Gallium arsenide softens markedly as its bonds are stretched: in this calculation, a bond longer by 3.4 % has lost 42 % of its resistance to a change of volume. That resistance is the difference between two larger effects, a repulsion that stiffens the crystal and an attraction that softens it. Stretching weakens both, but it weakens the repulsion more, so the difference shrinks faster than either. A simple estimate built on this idea gives the right direction and rather more than half of the fall.

Plane-wave DFT calculation of zincblende GaAs at seven fixed volumes with ABINIT 10.8.3, using PBE with D2 dispersion and JTH PAW PBE v2.0 datasets, without spin polarisation or spin–orbit coupling. The wave cutoff is 462.6 eV, the k mesh 8×8×8 and the Fermi–Dirac smearing width 0.05 eV. Energies are counted from the minimum of the equation-of-state fit.

```
volume (Å³/atom)  energy (meV/atom)  pressure (GPa)
           21.23             12.520           3.810
           21.69              4.010           2.010
           22.14              0.270           0.420
           22.59              0.780          -1.000
           23.04              5.030          -2.240
           23.49             12.480          -3.330
           23.95             22.880          -4.270
```

The volume is counted per atom, and the energy is counted from the lowest point of a smooth equation-of-state curve through the seven computed energies. A positive pressure means that the crystal has to be held compressed, a negative one that it has to be held stretched. Each atom keeps four neighbours of the other kind at equal distances, in the zincblende arrangement. The bond length therefore follows from the volume alone, as its cube root, and runs from 2.40 Å in the first row to 2.50 Å in the last.

The volume grows in equal steps, but the pressure doesn't fall in equal steps. The first step lowers it by 1.80 GPa and the last by only 0.94 GPa, and each drop in between is smaller than the one before. The same amount of added room thus relieves much more pressure in a squeezed crystal than in a stretched one.

Dividing each pressure drop by the relative growth in volume gives the stiffness, which is the bulk modulus taken over a finite step. In the first step the volume grows by 2.1 %, so the stiffness is 1.80 GPa/0.021, or about 86 GPa. In the last step it is 49 GPa. The step that contains the energy minimum lies between them, at 70 GPa.

The energies tell the same story in another form. Squeezing the crystal to 4.8 % below its best volume costs 12.52 meV per atom, and stretching it to 5.3 % above costs almost the same, 12.48 meV. The energy valley has a steeper wall on the compressed side because the crystal stiffens as it is pushed up that wall. On the other side it yields more readily the further it is pulled.

The cause lies in what holds a crystal at a definite size. Electrons shared between gallium and arsenic are attracted by the positive cores, and this attraction deepens when the atoms move closer. Confining the same electrons to less room raises their kinetic energy, which pushes the atoms apart. At the best volume the push and the pull are equal, and the pressure is zero.

Equal forces don't mean equal stiffness. What counts for stiffness is how fast each force changes when the bond length changes. The repulsion has to change faster than the attraction, or the balance would be unstable and the crystal would collapse or fly apart. The repulsion therefore supplies the stiffness, the attraction takes part of it away, and the crystal keeps the difference.

The simplest system with this balance is a hydrogen atom whose electron cloud is forced to a chosen radius. Its kinetic energy goes as one over the radius squared, and its Coulomb energy as one over the radius. The same powers would hold in gallium arsenide if every electron cloud grew and shrank in proportion to the bond length d. The analogy reaches no further than that, because hydrogen has neither inner shells nor neighbours.

With two positive constants K and C, the energy in this picture is

E = K/d² − C/d

The pressure P is the fall of energy per growth in volume V, and V goes as d³. Let d₀ be the bond length at which the pressure vanishes, and let x = d/d₀. Differentiating once gives the pressure, and differentiating again gives the stiffness B = −V dP/dV:

P = 3B₀ (x⁻⁵ − x⁻⁴)

B = B₀ (5x⁻⁵ − 4x⁻⁴)

Here B₀ is the stiffness at d₀. The term with the 5 comes from the kinetic repulsion, the term with the 4 from the Coulomb attraction. B₀ cancels when two steps are compared, so the estimate needs only d₀. The energy minimum supplies it, at 2.438 Å; all seven rows helped to place that minimum, but no computed stiffness enters.

The bond lengths in the middle of the first and the last step are 2.407 Å and 2.488 Å. Divided by d₀ they give x = 0.9873 and x = 1.0205, and the brackets become

first step: 5.33 − 4.21 = 1.12

last step: 4.52 − 3.69 = 0.83

The estimated stiffness falls to 0.83/1.12 = 0.74 of its first value, a loss of 26 %.

These two lines show why a small stretch has a large effect. Between them the repulsive term shrinks by 15 % and the attractive term by 12 %, which is a modest difference. The stiffness is what remains after subtraction, and it loses 26 %. The same reasoning gives the direction of the trend near the best volume wherever both effects follow powers of the distance and the repulsion has the steeper one.

The computed loss is 42 %, so the estimate falls well short. Put as a rate, each 1 % of added bond length costs about 15 % of the stiffness in the calculation and about 9 % in the estimate. The comparison shows that the balance of forces in gallium arsenide changes more sharply with distance than uniformly scaled electron clouds allow. It doesn't by itself identify the extra ingredient.

Standard bonding theory offers a likely one: the inner shells don't scale. The filled 3d shells of gallium and arsenic keep nearly the same size when the bond changes by a few per cent. Bonding electrons must avoid the states that these shells already occupy, and squeezing the crystal leaves them less room outside the shells. The energy cost of this crowding rises steeply at short distance and fades quickly at long distance, which would strengthen the trend in the way the table requires.

The added dispersion attraction is a second influence on the curve. Plain PBE is known to make this crystal somewhat too large and too soft, and the dispersion term pulls the atoms closer together. Its strength also changes with distance, so it contributes to the stiffness and to the rate at which the stiffness falls. The shortfall of the estimate can't therefore be assigned to the inner shells alone.

A closer look at the energy minimum reveals a small disagreement. The energy is lowest at 22.30 Å³ per atom, but the tabulated pressure passes through zero at 22.27 Å³. In every step the tabulated pressure lies below the one obtained from the slope of the energies, typically by 0.11 GPa. At a stiffness of 70 GPa, such an offset moves the zero by about 0.16 % of the volume, which accounts for the disagreement.

The offset comes from how the electrons are described. They are built from plane waves up to a fixed energy cutoff. In the energies, a larger cell receives more waves, so the finest detail that they can draw stays the same. The tabulated pressure is worked out for a fixed set of waves, which stretch with the cell and describe the electrons more coarsely as it grows. This adds an artificial cost to expansion and makes the tabulated pressure too low. The energy minimum is the better guide to the best volume, whereas the stiffness is hardly affected, because a nearly constant offset cancels when pressures are subtracted.

One step departs from this regular pattern. Between 23.04 and 23.49 Å³ the offset rises to 0.14 GPa, which means that the energy climbs slightly less than the usual offset would give, by under 0.1 meV per atom. The tabulated pressures run smoothly through the same step, so the irregularity sits in the energies. A sudden change in the number of plane waves or in the size of the calculation grid could produce it, but this is a guess that a higher cutoff would have to test.

The last row raises a different question, because there the same calculation reports no gap between filled and empty electron states. The gap shrinks as the crystal expands, since the lowest empty state is antibonding and sinks when the atoms separate. It was still 0.22 eV one row earlier, after a drop of 0.14 eV, so about 0.08 eV should remain. That is close to the 0.05 eV over which the electron occupations are smeared, and the reported zero may reflect this smearing. The pressure continues its regular course, and the row belongs to the same trend; since PBE gaps are too small, it is no evidence that real gallium arsenide turns metallic at this volume.

For practical use, a single bulk modulus serves only close to the volume at which it was determined. A constant 70 GPa would predict 3.4 GPa for the 4.8 % compression of the first row, where the table has 3.8 GPa. For the 7.4 % expansion of the last row it would predict a tension of 5.2 GPa, where the table has 4.3 GPa. A linear spring thus underestimates the load in strong compression and overestimates it in strong expansion.

One open question is how much of the steepness beyond the simple estimate comes from the dispersion term. In this method the dispersion energy depends only on the positions of the atoms and is simply added to the electronic energy. Repeating the seven volumes without it would therefore isolate its share of the stiffness exactly. If the stiffness still fell by nearly 42 % over the same steps, the dispersion term could not be the main reason why the simple estimate falls short.
